\paragraph{1. Two balances give the formula.}
Take a planar couple of A and B with end members of B mole fraction $N_B^-$ (left) and $N_B^+>N_B^-$ (right), $N_A=1-N_B$, $\Delta=N_B^+-N_B^-$ and $Y=(N_B-N_B^-)/\Delta$. Molar volumes are per mole of atoms, $V_m=N_AV_A+N_BV_B$, and $C_i=N_i/V_m$. Inert markers start at the contact plane and lie at $x_K$ after time $t$. $Q_i$ (mol/m$^2$) is the amount of $i$ that crossed them towards $+x$. The density $N_A^-C_B-N_B^-C_A=Y\Delta/V_m$ vanishes in untouched left material, so its integral counts only what crossed. The same holds on the right with $N^+$:
\begin{equation}
N_A^-Q_B-N_B^-Q_A=-\Delta I_1,\qquad N_A^+Q_B-N_B^+Q_A=-\Delta I_2,
\end{equation}
\begin{equation}
I_1=\int_{-\infty}^{x_K}\frac{Y}{V_m}\,dx,\qquad I_2=\int_{x_K}^{\infty}\frac{1-Y}{V_m}\,dx .
\end{equation}
The determinant is $-\Delta$, and $Q_B=-(N_B^+I_1-N_B^-I_2)$, $Q_A=N_A^-I_2-N_A^+I_1$. Intrinsic fluxes are $J_i=-D_i\,\partial C_i/\partial x$ relative to the markers, and $V_A\,dC_A+V_B\,dC_B=0$ gives $J_B/J_A=-D_BV_A/(D_AV_B)$. In parabolic diffusion the markers keep one composition, $J_i\propto t^{-1/2}$ and $Q_i=2tJ_i$. Hence the Heumann--van Loo ratio, valid at the marker composition only:
\begin{equation}\label{hvl}
\frac{D_B}{D_A}=\frac{V_B}{V_A}\,\rho,\qquad \rho=-\frac{Q_B}{Q_A}=\frac{N_B^+I_1-N_B^-I_2}{-N_A^+I_1+N_A^-I_2}.
\end{equation}

\paragraph{2. Dimensions.}
$I_1$ and $I_2$ are amounts per area and both grow as $t^{1/2}$. So $\rho$ depends on $I_1/I_2$ and $N_B^\pm$ alone. Time, the origin of $x$, the scale of $x$ and a uniform factor in $V_m$ drop out. A single coefficient, $D_B=-Q_B/(2t\,\partial C_B/\partial x)$, needs the gradient at $x_K$, which a line compound does not show. The groups that control the analysis are the marker fraction $f$, the window factor $\Delta$, the relative position uncertainty $\sigma$, the ratio $V_B/V_A$, and a supersaturation $\delta$ and growth number $\lambda_0$ for each end member.

\paragraph{3. The displacement is hidden, not absent.}
Since $Q_A+Q_B=I_2-I_1$, the ratio is unity exactly when $I_1=I_2$. With $\bar N=(N_B^++N_B^-)/2$,
\begin{equation}
\rho=\frac{\Delta/2+\bar Nm}{\Delta/2-(1-\bar N)m},\qquad m=\frac{I_1-I_2}{I_1+I_2}.
\end{equation}
For constant $V_m$, $I_1-I_2=(x_K-x_M)/V_m$, with $x_M$ the Matano plane: the profile itself supplies the reference plane. For small $\Delta$ and an error-function profile with interdiffusion coefficient $\tilde D$, $L=(\tilde Dt)^{1/2}$ and $x_M=0$, one has $V_m(I_1+I_2)=(2L/\sqrt\pi)(1+x_K^2/4L^2+\dots)$. To first order in $m/\Delta$, $\rho-1=2m/\Delta=\sqrt\pi\,x_K/(L\Delta)$, which is Darken's marker velocity integrated in time. An uncertainty in $m$ is amplified by $2/\Delta$, so narrow incremental couples are ill-conditioned.

\paragraph{4. A line compound confines the marker to a window.}
Let one compound of composition $N$, volume $V$ and thickness $\Delta x=\Delta x_1+\Delta x_2$ grow between inert end members, with $\Delta x_1=f\Delta x$ left of the markers. Then $I_1=Y\Delta x_1/V$, $I_2=(1-Y)\Delta x_2/V$ and
\begin{equation}
\rho=\frac{N}{1-N}\,\frac{f-f_0}{f_\infty-f},\qquad f_0=\frac{N_B^-(1-Y)}{N},\qquad f_\infty=\frac{N_A^-(1-Y)}{1-N}.
\end{equation}
The whole range $0<\rho<\infty$ maps onto a width $f_\infty-f_0=Y(1-Y)\Delta/[N(1-N)]$, whose midpoint is $\rho=N/(1-N)$. For CoSi/CoSi$_2$/Si take A = Co, B = Si, $N_B^-=1/2$, $N=2/3$, $N_B^+=1$. Then $Y=1/3$, $f_0=1/2$, $f_\infty=1$ and
\begin{equation}\label{cosi}
\rho=\frac{\Delta x_1}{\Delta x_2}-1=\frac{1}{1-f}-2,\qquad f=\frac{\rho+1}{\rho+2}.
\end{equation}
The interface reactions say the same. Each Co that crosses leaves one CoSi$_2$ behind ($2\,\mathrm{CoSi}\to\mathrm{CoSi_2}+\mathrm{Co}$) and builds one at the Si face. Each Si that crosses builds one at the CoSi face only. A marker at mid-layer therefore means pure Co transport, not equal mobilities. The limits are
\begin{equation}
f=\tfrac12+\tfrac{\rho}{4}-\tfrac{\rho^2}{8}+\dots\ (\rho\ll2),\qquad f=1-\frac1\rho+\frac{2}{\rho^2}-\dots\ (\rho\gg2).
\end{equation}
Both series stop converging at $\rho=2$, $f=3/4$, which is the crossover. Equal fluxes give $f=2/3$. A marker found at $f<1/2$ gives a negative $\rho$ and signals a broken assumption.

\paragraph{5. Model numbers.}
Assume an anneal near 1400 K with $t=3.6\times10^{5}$ s, $\Delta x_1=70\ \mu$m and $\Delta x_2=30\ \mu$m. The split was chosen to give $\rho$ of order unity, which is typical of bulk couples at such temperatures, and the results are the model's. Approximate room-temperature volumes are $V=7.75$, $V'=6.60$ (CoSi) and $V_{\rm Si}=12.06$, in $10^{-6}$ m$^3$/mol. Then $I_1=3.01$ and $I_2=2.58$ mol/m$^2$, $Q_{\rm Co}=1.29$ and $Q_{\rm Si}=-1.72$ mol/m$^2$, so that $\rho_0=1.33$, where $\rho_0$ denotes the value from \eqref{cosi}. The fluxes are $J_{\rm Co}=1.79\times10^{-6}$ and $J_{\rm Si}=-2.39\times10^{-6}$ mol\,m$^{-2}$s$^{-1}$. The frame-independent combination $N_AJ_B-N_BJ_A=-(\tilde D/V)\,\partial N_B/\partial x$ is uniform across the layer, so the integrated coefficient $D_{\rm int}=\int\tilde D\,dN_B$ is
\begin{equation}
D_{\rm int}=V\Delta x\,(N_BJ_A-N_AJ_B)=\frac{\Delta x^2}{18\,t}=1.54\times10^{-15}\ \mathrm{m^2/s}.
\end{equation}
It is independent of $f$: thickness fixes the rate, the marker fixes the split.

\paragraph{6. What skipping the displacement saves.}
All Co comes from CoSi, so that phase recedes by $s_0=2V'\Delta x/3V=56.8\ \mu$m. Half of the Si comes from the Si side, which recedes by $V_{\rm Si}\Delta x/3V=51.9\ \mu$m. The couple shrinks by about 9 $\mu$m. The markers have moved 13 $\mu$m towards Si if the initial plane is referred to the far end of CoSi, and 22 $\mu$m if it is referred to the far end of Si. The frame ambiguity rivals the displacement, and \eqref{hvl} never meets it. Cooling also drops out, because both sublayers are the same phase. It touches only the recessions. The compiled linear expansion coefficient of Si, $2.6\times10^{-6}$ K$^{-1}$ at 293 K (Kaye and Laby Online), used over 1100 K, changes $V_{\rm Si}$ by 0.9\% and the Si recession by up to 0.4 $\mu$m. The coefficient rises with temperature, so this gives the order only.

\paragraph{7. Marker position.}
Let the marker be located to $\pm a$, with $\sigma=a/\Delta x$. From \eqref{cosi},
\begin{equation}
\rho(f+\sigma)-\rho(f)=(\rho+2)^2\sigma+(\rho+2)^3\sigma^2+\dots
\end{equation}
The relative uncertainty $(\rho+2)^2\sigma/\rho$ behaves as $(4\sigma/\rho)(1+\rho)$ for small $\rho$ and as $\rho\sigma(1+4/\rho)$ for large $\rho$. Its minimum is $8\sigma$ at $\rho=2$. For an assumed $a=2\ \mu$m, $\sigma=0.02$, the linear term is 0.22, or 17\% of $\rho_0$, and the quadratic term is 0.015. The full shifts are $+0.24$ and $-0.21$. Along a wavy marker line, average positions and not ratios, since the quadratic term biases the mean ratio upward. A tolerance $\tau$ is met between the roots of $\rho^2+(4-\tau/\sigma)\rho+4=0$, whose product is 4. For $\tau=0.3$ this is $0.38<\rho<10.6$. Outside, only a bound on $\rho$ results. The interval closes when $\Delta x=8a/\tau=53\ \mu$m, reached at $t=1.0\times10^{5}$ s. As $\sigma\propto t^{-1/2}$, halving the uncertainty costs four times the anneal.

\paragraph{8. Compositions.}
If the CoSi is uniform at $N_B^-=1/2+\eta$, in equilibrium with CoSi$_2$, then with $r_x=\Delta x_1/\Delta x_2$
\begin{equation}
\rho=\frac{(1-6\eta)r_x-(1+2\eta)}{1-2\eta}=\rho_0-4\eta(\rho_0+2)+\dots
\end{equation}
An assumed $\eta=0.005$ lowers the ratio to 1.27. If instead $N=2/3+\zeta$, then $\rho=r_x(1+6\zeta)/(1-3\zeta)-1=\rho_0+9\zeta(\rho_0+1)+\dots$

\paragraph{9. The tail in CoSi does not anneal away.}
Suppose the CoSi starts at $1/2$ but is saturated at $1/2+\delta$ where it meets CoSi$_2$. Si then enters it. For constant $V'$ and interdiffusion coefficient $D'$, and a boundary receding by $s=2\lambda(D't)^{1/2}$, the excess is $\delta\,\mathrm{erfc}(u)/\mathrm{erfc}(\lambda)$, with $u\ge\lambda$ the depth from the initial plane in units of $2(D't)^{1/2}$. Its integrated length is $\ell=2(D't)^{1/2}g(\lambda)$, with
\begin{equation}
g=\frac{e^{-\lambda^2}}{\sqrt\pi\,\mathrm{erfc}\,\lambda}-\lambda=
\begin{cases}\pi^{-1/2}-(1-2/\pi)\lambda+\dots&\lambda\ll1\\ 1/(2\lambda)-1/(2\lambda^3)+\dots&\lambda\gg1.\end{cases}
\end{equation}
The tail adds $2\delta\ell/V'$ to $I_1$, and here $\rho=2I_1/I_2-1$. The Co balance $s/2V'+\delta\ell/V'=\Delta x/3V$ fixes $\lambda$:
\begin{equation}
\rho=\rho_0+4(\rho_0+2)\,\frac{\delta\,g(\lambda)}{\lambda_0},\qquad \lambda+2\delta g(\lambda)=\lambda_0=\frac{s_0}{2(D't)^{1/2}} .
\end{equation}
For fast CoSi the correction tends to $4(\rho_0+2)\delta/(\sqrt\pi\lambda_0)\propto\delta D'^{1/2}$, provided $\delta\ll\lambda_0$. For slow CoSi it tends to $2(\rho_0+2)\delta/\lambda_0^2\propto\delta D'$, because the boundary overtakes the tail. The leading terms of $g$ cross at $\lambda=\sqrt\pi/2=0.89$, which for small $\delta$ is $D'=s_0^2/\pi t=3\times10^{-15}$ m$^2$/s. Assume $D'=10^{-12}$ m$^2$/s, $\delta=10^{-3}$ and a CoSi piece thick against $2(D't)^{1/2}=1.2$ mm. Then $\lambda_0=0.0473$, $\lambda=0.0462$, $g=0.548$, and neglect of the tail makes $\rho$ low by 0.15, or 12\% of $\rho_0$. The bias equals the marker uncertainty at $\delta=1.4\times10^{-3}$. Such a shallow tail is hard to see in a profile, and $\lambda_0$ is independent of time, so long anneals shrink $\sigma$ and leave this term. Starting from Si-saturated CoSi removes it.

\paragraph{10. The tail in Si is harmless.}
Co dissolved at mole fraction $x_s$ through a depth $L_s$ of Si multiplies $I_2$ by $1+\kappa$, with $\kappa=3x_sL_sV/(V_{\rm Si}\Delta x_2)$. Then $\rho=(\rho_0+1)/(1+\kappa)-1\approx\rho_0-(\rho_0+1)\kappa$. The balance needs only the initial composition and closed ends, so a saturated wafer is covered. With a typical order $x_s=10^{-7}$ and $L_s=0.5$ mm, $\kappa=3\times10^{-6}$. The crossover $\kappa=1$ would need $\Delta x_2=0.1$ nm, below one lattice spacing.

\paragraph{11. The prefactor $V_B/V_A$.}
Partial volumes follow from the slope $b=dV_m/dN_B$ inside the phase: $V_B=V+(1-N)b$ and $V_A=V-Nb$. For CoSi$_2$ and small slope, $V_B/V_A=1+b/V+\dots$ The ratio diverges at $b=3V/2=11.6\times10^{-6}$ m$^3$/mol. Chords to the neighbours do not replace the slope. The chord to CoSi has $b=6.9$ in the same unit and gives $V_B/V_A=3.2$. The chord to Si has $b=12.9$ and gives a negative $V_A=-0.87$. For a line compound $D_B/D_A$ is thus not accessible, and $\rho$ is the quantity to report.

\paragraph{12. From $\rho$ to tracer coefficients.}
With uncoupled fluxes $J_i=-(C_iD_i^*/RT)\,\partial\mu_i/\partial x$ and $N_A\,d\mu_A+N_B\,d\mu_B=0$, one finds $\rho=r\equiv D_B^*/D_A^*$ with no volume factor. Both fluxes follow one gradient, so linear early growth does not spoil the result as long as $r$ at the markers stays constant. The vacancy wind couples the fluxes. Manning's random-alloy factor for species $i$ is $1+2N_i(D_i^*-D_j^*)/[M_0(N_AD_A^*+N_BD_B^*)]$, and at $N_B=2/3$
\begin{equation}
\frac{\rho}{r}=\frac{M_0(1+2r)+4(r-1)}{M_0(1+2r)-2(r-1)} .
\end{equation}
CoSi$_2$ is ordered, so this only indicates a size. Take the fcc value $M_0\approx7.15$. Near unity, $\rho-1=(1+2/M_0)(r-1)$ with factor 1.28. For $r\to\infty$, $\rho/r\to(M_0+2)/(M_0-1)=1.5$, and for $r\to0$, $\rho/r\to(M_0-4)/(M_0+2)=0.34$. The factor stays within 20\% of unity for $0.49<r<2.2$. The value $\rho_0$ corresponds to $r=1.26$, a 6\% shift, below the marker uncertainty. For strongly unequal mobilities the wind is not a small correction.

\paragraph{13. Grain boundaries.}
Let $\gamma$ be the ratio of boundary to lattice flux of Co at the markers, inversely proportional to grain size, and $\rho_l$, $\rho_b$ the ratios on the two paths. Then $\rho=(\rho_l+\gamma\rho_b)/(1+\gamma)$, which tends to $\rho_l+\gamma(\rho_b-\rho_l)$ for coarse grains and to $\rho_b+(\rho_l-\rho_b)/\gamma$ for fine grains. Co changes path at $\gamma=1$ and Si at $\gamma=\rho_l/\rho_b$. Under grain growth, $-Q_B/Q_A$ is a time average of $\rho$ weighted by $J_A$. A bulk value therefore need not carry over to a fine-grained contact silicide formed at lower temperature. The tolerance is tighter there as well: $\sigma=0.02$ in a 30 nm layer means placing the marker to 0.6 nm.

\paragraph{14. Ranking for the model couple.}
On $\rho_0=1.33$ the marker position contributes about $\pm0.22$ and falls as $t^{-1/2}$. The CoSi tail contributes $+0.15$ and an off-stoichiometric start $-0.07$. These two are alternative starting states and are time independent. The wind matters only for the step to tracer coefficients, and Co in Si and cooling do not matter. The model supports $\rho=1.3\pm0.2$ for saturated CoSi and about 1.5 with the assumed tail, so the second digit belongs to the state of the CoSi as much as to the disilicide.